# The parallel-transport gauge: the slowest orbitals for a given density matrix

## 1. Premises and conventions

Atomic units ($\hbar=1$) are used in the derivation; the illustration uses eV and attoseconds. A dot is $d/dt$, $\dagger$ is the adjoint, and $\|A\|_F^2=\mathrm{Tr}\,A^\dagger A$.

1. The basis is finite, orthonormal and fixed in time (plane waves below a cutoff). The $N$ occupied orbitals are the columns of $\Psi(t)$, with $\Psi^\dagger\Psi=I_N$ and equal integer occupations.
2. The orbitals obey $i\dot\Psi=H\Psi$ with $H$ Hermitian. We call this the Schrödinger gauge.
3. $H=H(t,P)$ depends on the orbitals only through $P=\Psi\Psi^\dagger$. This covers hybrid functionals: the density is the diagonal of $P$, and the exchange kernel is $-P(\mathbf r,\mathbf r')\,v(\mathbf r-\mathbf r')$ with $v$ the bare or screened Coulomb interaction.

$P$ is a projector, $P^2=P=P^\dagger$, and $Q=I-P$. From $\dot\Psi=-iH\Psi$ and $\dot\Psi^\dagger=i\Psi^\dagger H$,

$$i\dot P=[H,P].\tag{1}$$

For any differentiable unitary $N\times N$ matrix $U(t)$, the set $\Phi=\Psi U$ is orthonormal and $\Phi\Phi^\dagger=P$. It yields the same $H$ and the same observables. $U(t)$ is the gauge.

> **Predict.** The ground state of a static $H$ has $\dot P=0$, while $\psi_j\propto e^{-i\lambda_jt}$. How slow can the best gauge be? Which part of $\dot\Phi$ can $U$ never change?

## 2. The minimisation

Differentiate, $\dot\Phi=\dot\Psi U+\Psi\dot U$, and split with $P+Q=I$. Since $Q\Psi=0$ and $P=\Psi\Psi^\dagger$,

$$Q\dot\Phi=Q\dot\Psi\,U,\qquad P\dot\Phi=\Psi\,(\Psi^\dagger\dot\Psi\,U+\dot U).$$

The cross terms in the norm contain $PQ=0$. Multiplying by a unitary on the right, or by $\Psi$ on the left, leaves the Frobenius norm unchanged, because $\mathrm{Tr}(U^\dagger A^\dagger AU)=\mathrm{Tr}A^\dagger A$ and $\Psi^\dagger\Psi=I$. Hence

$$\|\dot\Phi\|_F^2=\|Q\dot\Psi\|_F^2+\|\Psi^\dagger\dot\Psi\,U+\dot U\|_F^2.\tag{2}$$

The first term contains no $U$: motion out of the occupied space is physical. The second is $\|P\dot\Phi\|_F^2\ge0$, so the bound $\|\dot\Phi\|_F\ge\|Q\dot\Psi\|_F$ holds in every gauge, with equality exactly when

$$P\dot\Phi=0,\quad\text{equivalently}\quad\Phi^\dagger\dot\Phi=0.\tag{3}$$

> **Predict.** A lower bound is a minimum only if it is reached. Condition (3) fixes $\dot U$. Does the resulting $U$ stay unitary?

With $\Psi^\dagger\dot\Psi=-iM$ and $M=\Psi^\dagger H\Psi$ Hermitian, (3) reads $\dot U=iMU$. Then $\frac{d}{dt}U^\dagger U=U^\dagger(-iM+iM)U=0$, so a unitary start stays unitary. The equation is linear in $U$ and has one solution for each $U(0)$. The minimum is therefore reached at every instant at once, and the minimiser is unique up to a constant unitary on the right. This is the parallel-transport (PT) gauge, introduced into real-time TDDFT by Jia, An, Wang and Lin in 2018. For a stationary state $Q\dot\Psi=-iQH\Psi=0$, and the PT orbitals stand still.

What is minimised is the first derivative. Nothing so far concerns higher ones.

## 3. The equation of motion

> **Predict.** Write $i\dot\Phi$ in terms of $\Phi$ alone, with neither $\Psi$ nor $U$.

Insert $\dot U=iMU$: $i\dot\Phi=H\Psi U-\Psi MU$. Since $\Psi MU=\Psi U\,(U^\dagger\Psi^\dagger H\Psi U)$,

$$i\dot\Phi=H\Phi-\Phi\,(\Phi^\dagger H\Phi)=QH\Phi.\tag{4}$$

By premise 3, $H=H(t,\Phi\Phi^\dagger)$, so (4) is closed. Its right side is the residual of the instantaneous eigenvalue problem. It preserves orthonormality: with $S=\Phi^\dagger\Phi$ and $\tilde M=\Phi^\dagger H\Phi$, one finds $i\dot S=(\tilde M-S\tilde M)-(\tilde M-\tilde MS)=[\tilde M,S]$, which is solved by $S=I$. A shift $H\to H+E_0I$ drops out of (4) because $Q\Phi=0$.

A second form is needed later. Differentiating $P\Phi=\Phi$ gives $\dot P\Phi+P\dot\Phi=\dot\Phi$, and by (3)

$$\dot\Phi=\dot P\,\Phi.\tag{5}$$

The PT orbitals move only when the projector moves.

## 4. The speed of the PT orbitals

From (4), $\|\dot\Phi\|_F^2=\mathrm{Tr}(\Phi^\dagger HQH\Phi)=\mathrm{Tr}(PHQHP)=\|QHP\|_F^2$.

> **Predict.** Write $[H,P]$ in blocks with respect to $P$ and $Q$. How many blocks survive, and what factor results?

We have $HP-PH=(P+Q)HP-PH(P+Q)=QHP-PHQ$. The two blocks are adjoints of each other, so their norms are equal. They are orthogonal: $\mathrm{Tr}[(QHP)^\dagger PHQ]=\mathrm{Tr}[PHQPHQ]=0$. Therefore

$$\|\dot\Phi\|_F^2=\tfrac12\|[H,P]\|_F^2=\tfrac12\|\dot P\|_F^2.\tag{6}$$

Equation (2) with $U=I$ gives the Schrödinger speed, $\|\dot\Psi\|_F^2=\tfrac12\|[H,P]\|_F^2+\|\Psi^\dagger H\Psi\|_F^2$. Near a stationary state the extra term is $\sum_j\lambda_j^2$. A shift of the energy zero reduces it, but $\max_j|\lambda_j-E_0|$ cannot fall below half the occupied bandwidth. For one orbital, (6) is the energy variance $\langle H^2\rangle-\langle H\rangle^2$. Results (2) to (6) are exact and assume no gap and no slow driving.

## 5. Slow driving

Add three premises. (a) $H$ is a prescribed smooth function of $s=\epsilon t\in[0,1]$, with $1/\epsilon$ the driving time in atomic units. (b) The lowest $N$ eigenvalues $\lambda_i(s)$ stay a gap $g>0$ below the others, $\lambda_a(s)$. (c) At $s=0$, $P$ equals the spectral projector $P_A$ on these $N$ levels. A prime is $d/ds$, so $i\epsilon\Psi'=H\Psi$, $i\epsilon P'=[H,P]$ and $\Phi'=P'\Phi$.

**Schrödinger gauge.** Each derivative that falls on $\Psi$ brings $-iH/\epsilon$, and one that falls on $H$ brings no $1/\epsilon$. By induction $\Psi^{(k)}=(-iH/\epsilon)^k\Psi+O(\epsilon^{1-k})$, which is of order $\epsilon^{-k}$ unless every occupied level is zero.

**Step 1: $P$ stays near $P_A$.** Differentiating $P_A^2=P_A$ gives $P_A'P_A+P_AP_A'=P_A'$. Sandwiching this between two $P_A$, or two $Q_A=I-P_A$, shows that both diagonal blocks of $P_A'$ vanish. One can then solve $[H,P_1]=iP_A'$ by a block-off-diagonal matrix, in the eigenbasis

$$(P_1)_{ai}=\frac{i\,(P_A')_{ai}}{\lambda_a-\lambda_i},\qquad(P_1)_{ia}=(P_1)_{ai}^*.$$

The denominators are at least $g$. $P_A$ is a contour integral of the resolvent around the occupied levels, hence smooth, and $P_1$ is smooth as the unique off-diagonal solution of a linear equation with smooth coefficients.

> **Predict.** Set $D=P-P_A-\epsilon P_1$. What equation does $D$ obey, and what is the order of its source?

Using $[H,P_A]=0$,

$$i\epsilon D'=[H,D]+\epsilon[H,P_1]-i\epsilon P_A'-i\epsilon^2P_1'=[H,D]-i\epsilon^2P_1'.$$

Let $W$ be the unitary propagator, $i\epsilon W'=HW$. Then $(W^\dagger DW)'=-\epsilon W^\dagger P_1'W$. Conjugation preserves the norm and $D(0)=-\epsilon P_1(0)$, so

$$\|D(s)\|_F\le\epsilon\|P_1(0)\|_F+\epsilon\int_0^s\|P_1'\|_F\,ds'.$$

Thus $P=P_A+\epsilon R$ with $R=P_1+D/\epsilon$ bounded uniformly in $\epsilon$.

**Step 2: derivatives of $P$.** Insert this form in $i\epsilon P'=[H,P]$. One factor $\epsilon$ cancels:

$$P'=-i[H,R],\qquad i\epsilon R'=[H,R]-iP_A'.$$

The second equation, differentiated repeatedly, gives $R^{(m)}=O(\epsilon^{-m})$ by induction. The first then gives $P^{(k)}=O(\epsilon^{1-k})$ for $k\ge1$.

**Step 3: derivatives of $\Phi$.** Apply the Leibniz rule to (5):

$$\Phi^{(k)}=\sum_{j=0}^{k-1}\binom{k-1}{j}P^{(j+1)}\,\Phi^{(k-1-j)}.$$

The term $j=k-1$ is $P^{(k)}\Phi=O(\epsilon^{1-k})$. For $j<k-1$ the induction hypothesis gives $\epsilon^{-j}\epsilon^{\,2-k+j}=\epsilon^{2-k}$, which is smaller. So, for $k\ge1$,

$$\|\Phi^{(k)}\|_F=O(\epsilon^{1-k}),\qquad\|\Psi^{(k)}\|_F=O(\epsilon^{-k}).\tag{7}$$

This scaling was analysed by An and Lin (2020).

> **Predict.** Convert (7) to physical time. Does the advantage grow with $k$?

It does not. With $d^k/dt^k=\epsilon^kd^k/ds^k$, every time derivative of $\Phi$ is $O(\epsilon)$ and every one of $\Psi$ is $O(1)$. The PT orbitals still oscillate at the electronic transition frequencies, but with an amplitude of order $\epsilon$.

## 6. An exact model that saturates the bound

Take one valence and one conduction level whose eigenvectors rotate at a constant rate:

$$H=E_0+\tfrac{\Delta}{2}(\sigma_z\cos wt+\sigma_x\sin wt).$$

The lower and upper eigenvectors are $v=(-\sin\frac{wt}2,\cos\frac{wt}2)^T$ and $u=(\cos\frac{wt}2,\sin\frac{wt}2)^T$, with $\dot v=-\frac w2u$. Here $\epsilon P_1=w\sigma_y/2\Delta$, and $w/\Delta$ is the small parameter. Writing $\psi=e^{-iwt\sigma_y/2}\chi$ gives the constant Hamiltonian $E_0+\frac\Delta2\sigma_z-\frac w2\sigma_y$. With $\Omega_R=\sqrt{\Delta^2+w^2}$ and $\psi(0)=v(0)$,

$$\psi=e^{-iE_0t}\Big[\tfrac{w}{\Omega_R}\sin\tfrac{\Omega_Rt}{2}\;u+\big(\cos\tfrac{\Omega_Rt}{2}+i\tfrac{\Delta}{\Omega_R}\sin\tfrac{\Omega_Rt}{2}\big)v\Big].$$

The upper population is $p=(w/\Omega_R)^2\sin^2(\Omega_Rt/2)$. The PT orbital is $\phi=\psi\exp(i\int_0^t\langle H\rangle dt')$ with $\langle H\rangle=E_0+\Delta(p-\frac12)$, and (6) gives exactly

$$\|\dot\phi\|^2=\Delta^2p(1-p)\le w^2.$$

> **Predict.** The eigenvector $v$ moves at speed $w/2$. Why can $\phi$ reach nearly twice that?

To first order in $w/\Delta$, $\phi=v+c\,u$, where $c$ is the ratio of the two amplitudes, $c=\frac{w}{2i\Delta}(1-e^{-i\Delta t})$. Then $\dot\phi=-\frac w2(1-e^{-i\Delta t})u$. The small oscillating part has amplitude $w/2\Delta$ and frequency $\Delta$, so its speed equals the adiabatic speed. For $k\ge2$, $\|d^k\phi/dt^k\|\simeq\frac w2\Delta^{k-1}$, against $|E_0-\frac\Delta2|^k$ for $\psi$. With $w\propto\epsilon$ this is (7), attained.

## 7. Range of validity

- Equations (2) to (6) hold for any driving, for metals, and for self-consistent $H(t,P)$, given premises 1 to 3. Unequal fractional occupations need an occupation matrix that transforms as $U^\dagger fU$ and must be propagated too. A moving or non-orthogonal basis adds overlap terms.
- The proof of (7) used a prescribed $H(s)$. For self-consistent $H$ the equation for $D$ acquires a kernel term, and the controlling gap becomes the lowest frequency of a stable linear response. That extension is not proved here.
- (7) needs a gap, a start in the spectral subspace and $s\le1$. It fails for resonant pulses and metals, where the PT gauge is still the slowest but need not be slow. Its constants grow with $1/g$ and with the norms of $H$ and its derivatives.
- (7) is an upper bound. The sharp case is an abrupt start, $P_1(0)\ne0$; a smooth switch-on excites less oscillation.
- The gauge does not remove stiffness. Linearising (4) about an eigenstate of a static $H$ gives $i\dot c_{ai}=(\lambda_a-\lambda_i)c_{ai}$, with frequencies up to about the plane-wave cutoff. A large step needs an implicit scheme.

## 8. Illustration: silicon, hybrid functional, 50 as steps

A 64-atom cell has 128 doubly occupied orbitals, and one application of exact exchange to all of them takes of order $N^2$ Poisson solves. The step $\tau=50$ as is 2.067 atomic units, and $\tau/\hbar=0.07596$ eV$^{-1}$. Classical fourth-order Runge-Kutta is stable for $|\omega\tau|\le2\sqrt2$, which for an illustrative 10 Ha cutoff means about 6.8 as in either gauge. So take the trapezoidal (Crank-Nicolson) rule, $y_{n+1}-y_n=\frac\tau2(\dot y_n+\dot y_{n+1})$. Taylor expansion of an exact solution leaves the defect $\tau^3\dddot y\,(\frac16-\frac14)$, of size $\tau^3\|\dddot y\|/12$.

**Inputs.** The ions move along the zone-centre optical mode, 517 cm$^{-1}$ (compiled value, Ioffe Institute), so $\hbar\Omega=64.1$ meV and the period is 64.5 fs. This mode conserves the crystal momentum, so it mixes only vertical pairs, and no vertical spacing is smaller than the lowest direct gap, 3.35 eV (compiled value, Tiago 2004), used in place of the computed hybrid gap. The mode is also even under inversion about the bond centre, while that gap joins an even valence state to an odd conduction state at $\Gamma$, so the matrix element for this pair vanishes. The pairs the mode does mix, of equal parity or at folded $k$-points without definite parity, lie further apart. The model takes $\Delta=3.35$ eV as a lower bound and scale for their spacing. Its period is 1.23 fs, and $\hbar\Omega/\Delta=0.019$. General thermal motion in the supercell also couples across the fundamental gap, 1.12 eV (compiled value, Wing 2021), for which the ratio is 0.057. The valence bandwidth is approximately 12 eV, so with the energy zero at its centre the top level lies at $+6$ eV. The model's lower level is placed there, where the Schrödinger phase turns fastest, and its upper level $\Delta$ above; the two levels do not stand for a particular pair of crystal states. Their coupling is $V_0\sin\Omega t$ with an illustrative $V_0=0.3$ eV.

The mixing angle obeys $\tan\theta=2V/\Delta$, so its peak rate, at $t=0$, is $\hbar w=2V_0\hbar\Omega/\Delta=11.48$ meV, and $\hbar w/\Delta=0.0034$. The model of section 6 is used with this rate, which changes little over a few electronic periods. Per step, $w\tau=8.72\times10^{-4}$, $\Delta\tau/\hbar=0.2545$, and the Schrödinger phase is $\vartheta=6\ \mathrm{eV}\times\tau/\hbar=0.456$.

> **Predict.** Estimate how far the orbital moves in one step in each gauge, and the two defects.

| per orbital and step | Schrödinger | PT |
|---|---|---|
| displacement | $2\sin\frac\vartheta2=0.45$ | $\le w\tau=8.72\times10^{-4}$ |
| defect | $\vartheta^3/12=7.9\times10^{-3}$ | $w\tau(\Delta\tau/\hbar)^2/24=2.4\times10^{-6}$ |

The model's ratios are about $5\times10^2$ and $3\times10^3$.

> **Predict.** Are observables then thousands of times more accurate?

No. Most of the Schrödinger defect is a wrong phase, and the phase of an eigenstate cancels in $P$. A gauge-invariant test is the transition energy. The trapezoidal rule multiplies a component of energy $\lambda$ by $(1-ix)/(1+ix)$, $x=\lambda\tau/2\hbar$, which maps $\lambda\to(2\hbar/\tau)\arctan x$. In the PT gauge the map acts on $\Delta$ and lowers it by 18 meV, whatever the energy zero. In the Schrödinger gauge it acts on each level separately: the transition is lowered by 0.3 eV for levels at 6 and 9.35 eV, but by only 4.5 meV if the zero lies midway between them. The PT gauge does not resolve the transition better than a well-shifted Schrödinger scheme.

The gain lies wherever orbitals of different times are compared or combined. The implicit step is solved iteratively, each iteration applies exact exchange, and the previous orbitals are a starting guess displaced by the first row of the table. If $H$ is built from the midpoint orbital $(y_n+y_{n+1})/2$, the Schrödinger gauge scales that orbital by $1/(1+ix)$. With $x=0.228$ its density is depleted by $x^2/(1+x^2)=4.9\,\%$ even for a stationary state. For unit vectors the depletion is $\|y_{n+1}-y_n\|^2/4$, at most $1.9\times10^{-7}$ in the model's PT gauge.

These are numbers of a two-level model. Its displacement has a plausible size: an ion with an illustrative amplitude of 0.05 Å moves at most $2.4\times10^{-4}$ Å per step, and an orbital carried along with a typical wavenumber of 2 Å$^{-1}$ changes by $5\times10^{-4}$. Its PT defect is too small for the crystal. Each channel contributes $\frac w2\Delta^2\propto\dot V\Delta$, so the pairs that the mode mixes, with spacings above the model's $\Delta$, weigh more at equal coupling, not less. Together with the higher conduction bands they may raise the defect by roughly an order of magnitude. For an 800 nm laser the photon energy is 1.55 eV and the ratio to the direct gap is 0.46, so (7) gives no small factor there, while the minimum property (2) and the identity (6) remain exact.